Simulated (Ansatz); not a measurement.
A correction line for B3LYP-D4/def2-TZVPP: vertical ionisation energy

The vertical ionisation energy (cation less neutral) in eV of 8 Ge-containing molecules: x at B3LYP-D4/def2-TZVPP, y at CCSD(T)/def2-TZVPP. Shapes, held fixed at every level: PBE0-D4/def2-TZVP. Flexible molecules stand in one conformer, not always the lowest. Programs: Ansatz 0.2.0.

| molecule | x (eV) | y (eV) |
| --- | --- | --- |
| Ge5H10 (SMILES [GeH2]1[GeH2][GeH2][GeH2][GeH2]1) | 9.05 | 9.23 |
| Ge4SiH10 (SMILES [SiH2]1[GeH2][GeH2][GeH2][GeH2]1) | 9.11 | 9.30 |
| Ge3Si2H10 (SMILES [SiH2]1[GeH2][SiH2][GeH2][GeH2]1) | 9.16 | 9.38 |
| Ge2Si4H14 (SMILES [SiH3][SiH2][GeH2][GeH2][SiH2][SiH3]) | 9.21 | 9.40 |
| Ge2Si3H10 (SMILES [SiH2]1[SiH2][GeH2][GeH2][SiH2]1) | 9.22 | ? |
| Ge2Si4H14 (SMILES [SiH3][SiH2][SiH2][GeH2][SiH2][GeH3]) | 9.27 | 9.50 |
| Ge3SiH10 (SMILES [SiH3][GeH2][GeH2][GeH3]) | 9.38 | 9.54 |
| GeSi4H12 (SMILES [SiH3][SiH2][SiH2][SiH2][GeH3]) | 9.47 | 9.66 |

Problem. Fit y = c + s·x to the known rows and predict y for Ge2Si3H10.

Solution. 
1. Means of the 7 rows: x = 9.2357, y = 9.430.
2. Σ(Δx)² = 0.13357, Σ(Δx·Δy) = 0.1302, so the slope is 0.1302/0.13357 = 0.97477.
3. Intercept: 9.430 − (0.97477) × 9.2357 = 0.427. The largest residual of the fit is 0.037.
4. Ge2Si3H10: 0.427 + 0.97477 × 9.22 = 9.41 eV.

CCSD(T)/def2-TZVPP gives 9.38 eV, so the prediction is off by +0.03 eV, within the largest residual. Uncorrected, B3LYP-D4/def2-TZVPP misses it by -0.16 eV, and the other rows by 0.19 on average. The line overshoots: the miss goes from -0.16 to +0.03. Left out in turn, the other rows are missed by 0.02 eV on average, so much of the error is systematic among these molecules. Cations run unrestricted. Relativity is left out for Ge. Outer-core shells of Ge are correlated, in sets that cover them unevenly.

B3LYP-D4 gives a lower ionisation energy than CCSD(T) for every molecule, and by a similar amount, so the fitted line acts mainly as a constant shift. The likely reason is that the electron leaves a similar orbital each time, a σ combination spread over the Ge and Si skeleton, for which the functional probably over-stabilises the delocalised hole.

Among the rings, replacing Ge by Si tends to raise the ionisation energy, as expected from the stronger, lower-lying σ bonds of Si. The last step breaks this trend at CCSD(T): Ge3Si2H10 and Ge2Si3H10 both come at 9.38 eV, whereas B3LYP-D4 still separates them. A line with positive slope can't remove that difference, so it corrects the level better than the fine ordering. The two Ge2Si4H14 chains also differ, which suggests that the position of Ge matters as well as its amount, though backbone twist could contribute through σ conjugation. Transfer to π-type or lone-pair ionisation remains untested.
